Dear colleague,

In one well-defined limit, the ratio of the $\pi$ to the $\sigma$ hopping between oxygen ions in your MgO tunnel barriers follows from geometry alone and equals $-1/2$. The limit is that of the canonical structure constants of the linear muffin-tin-orbital method (Andersen, 1975). I derive them below for all s, p and d pairs, turn them into energies, and show why a nearest-neighbour fit to your valence band need not return $-1/2$.

**1. Premises and conventions**

(a) The one-electron potential is spherical inside a sphere of radius $s_R$ about each site $\mathbf R$.

(b) Outside the spheres the potential is a constant $V_0$, and the kinetic energy $\hbar^2\kappa^2/2m=E-V_0$ is set to zero. The wave equation there is Laplace's.

(c) The harmonics are real, orthonormal and signed like the orbitals $x$, $z$, $xz$, $3z^2-r^2$. For $m\ge0$,
$$Y_{lm}=N_{lm}\sin^m\!\theta\,P_l^{(m)}(\cos\theta)\cos m\phi,\qquad N_{lm}^2=\frac{(2-\delta_{m0})(2l+1)}{4\pi}\frac{(l-m)!}{(l+m)!},$$
with $P_l^{(m)}=d^mP_l/dx^m$. The partners with $\sin m\phi$ behave identically. Texts that attach $i^l$ to the harmonics get other phases.

With an arbitrary length $w$, common to all sites, and $L=lm$, the irregular and regular Laplace solutions are normalised as
$$K_L(\mathbf r)=\Big(\frac wr\Big)^{l+1}Y_L(\hat{\mathbf r}),\qquad J_L(\mathbf r)=\frac{1}{2(2l+1)}\Big(\frac rw\Big)^{l}Y_L(\hat{\mathbf r}).\tag{1}$$
A multipole centred at $\mathbf d$ is harmonic in the ball $r<d$ about the origin. It therefore has a unique expansion there, uniformly convergent for $r\le r_0<d$, and this defines $S$:
$$K_L(\mathbf r-\mathbf d)=-\sum_{L'}J_{L'}(\mathbf r)\,S_{L'L}(\mathbf d).\tag{2}$$
The first index belongs to the origin and the second to the site at $\mathbf d$, as in the convention of Slater and Koster (1954).

**2. The two-centre constants**

Put $\mathbf d=d\hat{\mathbf z}$.

*Step 1: $m$ is conserved.* A shift along $z$ leaves $\phi$ unchanged, so the left side of (2) is $\cos m\phi$ times a function of $z$ and $\rho=r\sin\theta$. Orthogonality in $\phi$ leaves only terms with the same $m$, and $l'\ge m$. Call the coefficients $S_{l'lm}$; $m=0,1,2$ are $\sigma,\pi,\delta$.

*Step 2: approach the axis.* Divide both sides by $\rho^m\cos m\phi$ and let $\rho\to0$ at fixed $|z|<d$. On the right, $r^{l'-m}P_{l'}^{(m)}(\cos\theta)$ is a polynomial in $z$ and $\rho^2$ that tends to $z^{l'-m}P_{l'}^{(m)}(1)$. The limit may be taken term by term, because $|P_{l'}^{(m)}(x)|\le P_{l'}^{(m)}(1)$ grows only as a power of $l'$ while the terms fall as $(r/d)^{l'}$. On the left, the field point lies below the source, at distance $d-z$, with polar cosine $-1$ and polar sine $\rho/(d-z)$. Parity gives $P_l^{(m)}(-1)=(-1)^{l-m}P_l^{(m)}(1)$. With $A_{lm}=N_{lm}P_l^{(m)}(1)$,
$$(-1)^{l-m}A_{lm}\frac{w^{l+1}}{(d-z)^{l+m+1}}=-\sum_{l'\ge m}\frac{A_{l'm}\,z^{l'-m}}{2(2l'+1)\,w^{l'}}\,S_{l'lm}.\tag{3}$$

*Step 3: the axis values.* Rodrigues' formula gives $P_l^{(m)}=(2^ll!)^{-1}d^{\,l+m}[(x-1)^l(x+1)^l]/dx^{l+m}$. At $x=1$ only the Leibniz term with exactly $l$ derivatives on $(x-1)^l$ survives:
$$P_l^{(m)}(1)=\frac{1}{2^ll!}\binom{l+m}{l}\,l!\,\frac{l!\,2^{l-m}}{(l-m)!}=\frac{(l+m)!}{2^m\,m!\,(l-m)!}.$$
Hence $A_{lm}=a_m\sqrt{(2l+1)(l+m)!/(l-m)!}$, where $a_m$ does not depend on $l$ and cancels from (3).

*Step 4: compare powers of $z$.* The binomial series is $(d-z)^{-p-1}=\sum_n\binom{p+n}{n}z^nd^{-p-n-1}$. With $p=l+m$ and $n=l'-m$ the coefficient of $z^{l'-m}$ is $(l+l')!\,[(l+m)!\,(l'-m)!]^{-1}d^{-(l+l'+1)}$. Therefore
$$S_{l'lm}=-(-1)^{l-m}\,2(2l'+1)\frac{A_{lm}}{A_{l'm}}\frac{(l+l')!}{(l+m)!\,(l'-m)!}\Big(\frac wd\Big)^{l+l'+1},$$
and inserting the ratio of the $A$'s,
$$S_{l'lm}=(-1)^{l+m+1}\,2\,(l+l')!\sqrt{\frac{(2l+1)(2l'+1)}{(l+m)!\,(l-m)!\,(l'+m)!\,(l'-m)!}}\;\Big(\frac wd\Big)^{l+l'+1}.\tag{4}$$

*Step 5: symmetry.* The magnitude of (4) is symmetric in $l$ and $l'$, which is what the factor $1/(2l+1)$ in $J$ achieves. Exchanging $l$ and $l'$ gives $(-1)^{l+l'}$, and so does reversing $\mathbf d$, by parity. Transposing the matrix in site and orbital does both, so the matrix is real and symmetric.

*Step 6: evaluate.* With the lower $l$ at the origin, (4) gives
$$ss\sigma=-2\,\frac wd,\qquad sp\sigma=2\sqrt3\Big(\frac wd\Big)^2,\qquad pp(\sigma,\pi)=6\Big(\frac wd\Big)^3(2,-1),$$
$$sd\sigma=-2\sqrt5\Big(\frac wd\Big)^3,\qquad pd(\sigma,\pi)=6\sqrt5\Big(\frac wd\Big)^4(-\sqrt3,1),$$
$$dd(\sigma,\pi,\delta)=10\Big(\frac wd\Big)^5(-6,4,-1).\tag{5}$$
For example, $pd\pi$ has $l'=1$, $l=2$, $m=1$ and prefactor $+2\cdot3!\sqrt{15/(3!\,2!)}=6\sqrt5$. Other bond directions follow by rotating the harmonics. For p orbitals along Cartesian axes $a,b$ and $\mathbf n=\mathbf d/d$,
$$S_{ab}=pp\sigma\,n_an_b+pp\pi\,(\delta_{ab}-n_an_b)=6\Big(\frac wd\Big)^3(3n_an_b-\delta_{ab})=6w^3\,\partial_a\partial_b\frac1d.\tag{6}$$
This is the dipole–dipole tensor. It is traceless, $pp\sigma+2\,pp\pi=0$, because $\nabla^2(1/d)=0$.

*Step 7: scaling.* $S$ depends only on $w/d$ and on $\mathbf n$. If $w$ is tied to the lattice constant, a uniform dilation changes neither, and it leaves $\mathbf k\cdot\mathbf d$ fixed at corresponding points of the zone. The Bloch sums $S(\mathbf k)=\sum_{\mathbf d\ne0}e^{i\mathbf k\cdot\mathbf d}S(\mathbf d)$ are then pure numbers for a given structure, independent of volume, energy and element. A non-uniform strain, such as that of an epitaxial film, does change them.

**3. From $S$ to a hopping integral**

Take $\sum c_{RL}K_L(\mathbf r-\mathbf R)$ as the solution outside the spheres. By (2), its $L$ component at a given sphere is $cK_L-bJ_L$ with $b=Sc$, summed over the other sites. It must join smoothly onto the radial solution $\varphi_l(E,r)$, whose logarithmic derivative is $D=s\varphi'/\varphi$ at $r=s$. The radial parts of $K$ and $J$ have logarithmic derivatives $-l-1$ and $l$, so $cK(-l-1-D)=bJ(l-D)$, that is $b=Pc$ with
$$P_l(E)=2(2l+1)\Big(\frac ws\Big)^{2l+1}\frac{D+l+1}{D-l},\qquad \det[P(E)-S(\mathbf k)]=0.\tag{7}$$
Changing $w$ alone by a factor $\lambda$ multiplies $S_{L'L}$ by $\lambda^{l'+1/2}\lambda^{l+1/2}$ and $P_l$ by $\lambda^{2l+1}$, so the roots do not depend on $w$.

$P_l$ vanishes at the band centre $C_l$, where $D=-l-1$. For its slope write $u=r\varphi$, with $\int_0^su^2dr=1$. Differentiate the radial equation with respect to $E$ (a dot), multiply by $u$, subtract $\dot u$ times the original equation and integrate: $(\hbar^2/2m)(u'\dot u-u\dot u')_s=1$. Since $D=su'/u-1$, this says $\dot D=-2m/(\hbar^2s\varphi^2)$. At $C_l$, $\dot P=-2(w/s)^{2l+1}\dot D$, so
$$P_l\approx\frac{E-C_l}{\Delta_l},\qquad \Delta_l=\frac{\hbar^2}{4m}\,s\,\varphi_l^2(C_l,s)\Big(\frac sw\Big)^{2l+1}.\tag{8}$$
To this order (7) is the eigenvalue problem of $H=C+\Delta^{1/2}S\Delta^{1/2}$. Between like p orbitals
$$V_{pp\sigma}=12\Delta_p\Big(\frac wd\Big)^3=\frac{3\hbar^2r_p}{md^3},\qquad V_{pp\pi}=-\tfrac12V_{pp\sigma},\qquad r_p=s^4\varphi_p^2.\tag{9}$$
The length $w$ has dropped out, and the chemistry sits in the single length $r_p$.

**4. The oxygen lattice of MgO**

The O ions form an fcc lattice. I take the typical lattice constant $a\approx4.21$ Å, so the O–O distance is $d=a/\sqrt2=2.977$ Å. Let $w$ be the Wigner–Seitz radius of this lattice, $4\pi w^3/3=\Omega=a^3/4$, which gives $w=1.645$ Å and, for any $a$, $(w/d)^3=3/(4\pi\sqrt2)=0.1688$.

| shell | ions | distance | $pp\sigma$ | $pp\pi$ |
|---|---|---|---|---|
| 1 | 12 | $d$ | 2.026 | $-1.013$ |
| 2 | 6 | $\sqrt2\,d$ | 0.716 | $-0.358$ |
| 3 | 24 | $\sqrt3\,d$ | 0.390 | $-0.195$ |

The decay as $d^{-3}$ makes the Bloch sum only conditionally convergent, and it has to be done in full.

*Near $\Gamma$.* The Fourier transform of $1/r$ is $4\pi/k^2$, and $4\pi/\Omega=3/w^3$. In an Ewald splitting only the $\mathbf G=0$ term is non-analytic at $\mathbf k=0$; for (6) it is $-18\,\hat k_a\hat k_b$. The remainder tends to a multiple of $\delta_{ab}$ by cubic symmetry, and tracelessness fixes the multiple: $S_{ab}\to6\delta_{ab}-18\hat k_a\hat k_b$. The transverse eigenvalues are $+6$, the longitudinal one is $-12$. The pure p block thus splits at $\Gamma$, as optical phonons do, whereas the valence-band top of MgO at $\Gamma$ is known to be threefold, spin–orbit coupling aside. The s channel removes the splitting. The leading terms are $S_{ss}\to-6/(kw)^2$ and, since $sp\sigma\,n_a=-2\sqrt3w^2\partial_a(1/d)$, $S_{sa}\to6\sqrt3\,i\hat k_a/(kw)$. Eliminating $c_s$ from (7) replaces the longitudinal value by
$$-12+\frac{|S_{sp}|^2}{P_s-S_{ss}}\to-12+\frac{108}{6+P_s(kw)^2}\to+6$$
for any finite $P_s$. The level $\Gamma_{15}$ is threefold, at $S=6$.

*At L.* The phase alternates from one (111) plane to the next. For the longitudinal mode $\mathrm L_{2'}$ I need $T=d^3\sum\pm\,\partial_z^2(1/r)$ with $z\parallel[111]$, and $S=6(w/d)^3T=1.013\,T$. The central plane, a triangular net, contributes $-\sum(d/\rho)^3=-6\zeta(\tfrac32)\,(1-2^{-3/2}+4^{-3/2}-5^{-3/2}+\dots)=-11.034$. For a plane at height $z\neq0$, two-dimensional Poisson summation gives the potential $(2\pi/\mathcal A)\sum_{\mathbf G}e^{i\mathbf G\cdot\boldsymbol\rho-G|z|}/G$, with cell area $\mathcal A=\sqrt3d^2/2$. The $\mathbf G=0$ term is linear in $|z|$ and has no second derivative. Plane $n$ lies at $nh$, $h=d\sqrt{2/3}$, displaced sideways by $n\boldsymbol\tau$ in the ABC stacking, so the other planes add
$$d^3\,\frac{2\pi}{\mathcal A}\sum_{i,j}G_{ij}\;2\sum_{n\ge1}(\pm1)^n\cos\frac{2\pi n(i-j)}{3}\,e^{-nG_{ij}h},\qquad G_{ij}=\frac{4\pi}{\sqrt3d}\sqrt{i^2+ij+j^2}.$$
The smallest exponent is $Gh=5.92$, so convergence is fast. The upper sign is the longitudinal limit at $\Gamma$. It gives $-0.814$ and $T=-11.848$, equal to $-8\pi\sqrt2/3$, that is $S=-12$, as found above. The lower sign gives $+0.809$, $T=-10.225$ and $S(\mathrm L_{2'})=-10.36$. Tracelessness puts the doublet $\mathrm L_{3'}$ at $+5.18$, below $\Gamma_{15}$. Both L levels are odd about an O site, so the O s and d channels do not mix with them.

*Energies.* In the oxygen-only model at the order of (8), $\Gamma_{15}-\mathrm L_{2'}=16.36\,\Delta_p$. I have no computed $\varphi_p$ to put into (8), so I choose $\Delta_p$ to reproduce a typical separation of about 5 eV between these levels, the O 2p band width. Then $\Delta_p\approx0.3$ eV, and the model's hoppings are
$$V_{pp\sigma}\approx0.6\ \text{eV},\qquad V_{pp\pi}\approx-0.3\ \text{eV}$$
for the first shell, and about $0.2$ and $-0.1$ eV for the second. With $\hbar^2/m=7.62$ eV Å$^2$, (9) gives $r_p\approx0.7$ Å. The width is an input here and tests nothing, and the estimates below allow only one figure.

**5. Range of validity**

*The expansion.* Equations (2) to (6) are exact for $r<d$. At a sphere surface the terms fall as $(s/d)^{l'}$ times a power of $l'$, which governs the truncation in $l'$. The approximations lie in the premises and in the use made of $S$.

*Zero kinetic energy.* Let $\kappa^2=-q^2$, a small fixed value of which is used in the augmented-spherical-wave method (Williams, Kübler and Gelatt, 1979). The p envelope becomes $K_a=-w^2\sqrt{3/4\pi}\,\partial_af$ with $f=e^{-qr}/r$. Among the regular solutions only $l'=1$ has a gradient at the origin. Normalise it to $J$ of (1) at small $r$ and equate gradients: $S_{ab}=6w^3\partial_a\partial_bf(d)$, so $pp\sigma=6w^3f''$ and $pp\pi=6w^3f'/d$. At $q=0$ this rederives (6). With $x=qd$,
$$\frac{pp\pi}{pp\sigma}=-\frac{1+x}{2+2x+x^2}.\tag{10}$$
The canonical ratio needs $x\ll1$. Here $d=5.626$ bohr, and $q^2$ in bohr$^{-2}$ equals $V_0-E$ in Ry. An illustrative $V_0-E=0.1$ Ry, or 1.4 eV, gives $x=1.78$ and a ratio of $-0.32$, while 0.5 Ry gives $x=3.98$ and $-0.19$. Across a band 5 eV wide premise (b) cannot hold everywhere, and the correction is as large as the ratio itself.

*Linearisation of $P$.* The next order is $1/P=\gamma+\Delta/(E-C)$, which turns $\Delta S$ into $\Delta S(1-\gamma S)^{-1}$. A flat well with $s=w$ shows the size. There $\varphi\propto j_1(yr/s)$ with energy $y^2\hbar^2/2ms^2$ above the well bottom, and $D+2=yj_0/j_1$ gives $1/P=\tfrac16-\tfrac12(y^{-2}-y^{-1}\cot y)$. The centre is at $y=\pi$, and expansion about it gives $\Delta=\hbar^2/2ms^2$ and $\gamma=\tfrac16-3/(4\pi^2)=0.091$, so $\gamma|S|$ is near one at L. Solving $P=6$ and $P=-10.36$ exactly places the edges at $C+10.3\Delta$ and $C-5.2\Delta$, a width of $15.5\Delta$. In this illustration the width hardly changes, while the edges move by nearly a factor of two relative to $C$.

*Magnesium.* The model treats the Mg ions as flat interstitial, $D=l$ and $P=\infty$. Yet the constant between O p and Mg s at distance $a/2$ is $2\sqrt3(2w/a)^2=2.12$ in magnitude, as large as the first $pp\sigma$. At L the Mg s Bloch sum is odd about O and mixes with $\mathrm L_{2'}$. The six nearest Mg give a coupling of $2\sqrt3\times2.12$, whose square is 54. The shift $54/(P_s-S_{ss})$ of the effective $S$ stays under a tenth of the width only if the denominator exceeds 33 in magnitude, which nothing guarantees. Mg p mixes with $\Gamma_{15}$ likewise. The fitted $\Delta_p$ absorbs these shifts, so it is not the $\Delta_p$ of (8) to better than tens of per cent.

*Truncation to nearest neighbours.* This matters most for your fits. Keep twelve neighbours with free $\sigma=V_{pp\sigma}>0$ and $\pi=V_{pp\pi}$. Summing $\sigma n_a^2+\pi(1-n_a^2)$ gives $\Gamma_{15}=4\sigma+8\pi$, measured from the on-site level. Take polarisation $[1\bar10]$ and $\mathbf k=(2t/a)(1,1,0)$. The two neighbours along $\pm[110]$ have element $\pi$ and phase $\pm2t$. The eight out of the $xy$ plane have element $(\sigma+3\pi)/4$ and phase $\pm t$. The two along $\pm[1\bar10]$ have element $\sigma$ and phase zero. To second order the energy changes by $-4\pi t^2-(\sigma+3\pi)t^2=-(\sigma+7\pi)t^2$. A maximum at $\Gamma$ therefore requires $\pi>-\sigma/7$. The canonical ratio fails this. It puts $\Gamma_{15}$ at zero and $\mathrm L_{3'}$ at $2(\sigma-\pi)=3\sigma$, above it. The ordering $6>5.18$ of section 4 came from the distant shells and the s channel together. The constants (5) are thus not the parameters of a short-range Hamiltonian. Eliminating other channels replaces $S$ by $S(1-\alpha S)^{-1}$ with $\alpha=1/P$ in those channels, restricted to the p block, and the traceless property is lost.

As typical knowledge, not measurement, short-range fits to anion p bands of rock-salt oxides have $V_{pp\pi}/V_{pp\sigma}$ between roughly $-0.1$ and $-0.25$. Read as a first-neighbour parameter, the model's $-0.3$ eV is then too large in magnitude by a factor of about two to five. Equation (10) and the bound $\sigma/7$ both act in that direction. What you can take over from (5) are the signs, the powers of $w/d$ at zero kinetic energy, and the statement that under hydrostatic pressure the whole change of the model's band comes from $P_l(E)$ and none from $S$.